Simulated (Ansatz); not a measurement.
# A ladder of methods for SiH4 (silane)

SiH4 has 5 atoms, charge 0, and is taken as a singlet. As SMILES, `[SiH4]`. Geometry: relaxed at PBE0-D4/def2-TZVP.

```xyz
5

Si    0.0000    0.0000   -0.0001
H     0.9676   -0.6884    0.8909
H    -1.3310    0.0449    0.6560
H    -0.1051   -0.7403   -1.2826
H     0.4685    1.3838   -0.2642
```

Quantity: the energy change with the Si1–H2 bond stretched from 1.485 to 1.856 Å, in eV. The values are calculated.

```csv
level,kind,program,value (eV),less FCI/3-21G,CPU time (all runs)
PBE/3-21G (restricted),GGA,Ansatz,0.61,+0.02,1.5 s
r2SCAN/3-21G (restricted),meta-GGA,Ansatz,0.68,+0.09,3.4 s
B3LYP/3-21G (restricted),global hybrid,Ansatz,0.68,+0.09,1.6 s
BHLYP/3-21G (restricted),global hybrid,Ansatz,0.76,+0.17,1.5 s
wB97M-V/3-21G (restricted),range-separated hybrid,Ansatz,0.72,+0.13,21 s
B2PLYP/3-21G (restricted),double hybrid,Ansatz,0.70,+0.11,2.2 s
RPA@PBE/3-21G (restricted),RPA,Ansatz,0.56,-0.03,2.2 s
BCCD(T)/3-21G (restricted),coupled cluster or CI,Ansatz,0.59,0.00,0.33 s
FCI/3-21G,exact in the basis,Ansatz,0.59,0.00,19 s
```

FCI/3-21G is exact within its basis and frozen core, so for wave-function methods in that basis the difference is their error; functionals converge differently with the basis, so for them it is only a difference. The first shape isn't each level's own minimum. The values span 0.56 to 0.76 eV. All rows use very small basis sets, so none should be taken for the real molecule's value. CPU times are rough (shared hosts, several kinds of processor): they show what a rung costs within a factor of a few.

Stretching one Si–H bond costs 0.59 eV at the FCI level, and BCCD(T) reproduces this to the printed precision. The stretched bond is therefore still well described from a single closed-shell reference. The energy rises because the overlap between the silicon sp³ hybrid and the hydrogen 1s orbital shrinks. This also narrows the σ–σ* gap, so left-right correlation gains weight and offsets part of the cost.

Among PBE, B3LYP and BHLYP the cost climbs from 0.61 through 0.68 to 0.76 eV as the share of exact exchange grows, probably because restricted exact exchange overweights ionic configurations in a stretched bond. That share doesn't order the whole set, however: r2SCAN has none yet equals B3LYP, and B2PLYP falls below BHLYP despite a similarly large share.

The agreement between BCCD(T) and FCI can't be carried over to full dissociation, where σ and σ* become near-degenerate and perturbative triples on a restricted reference break down.
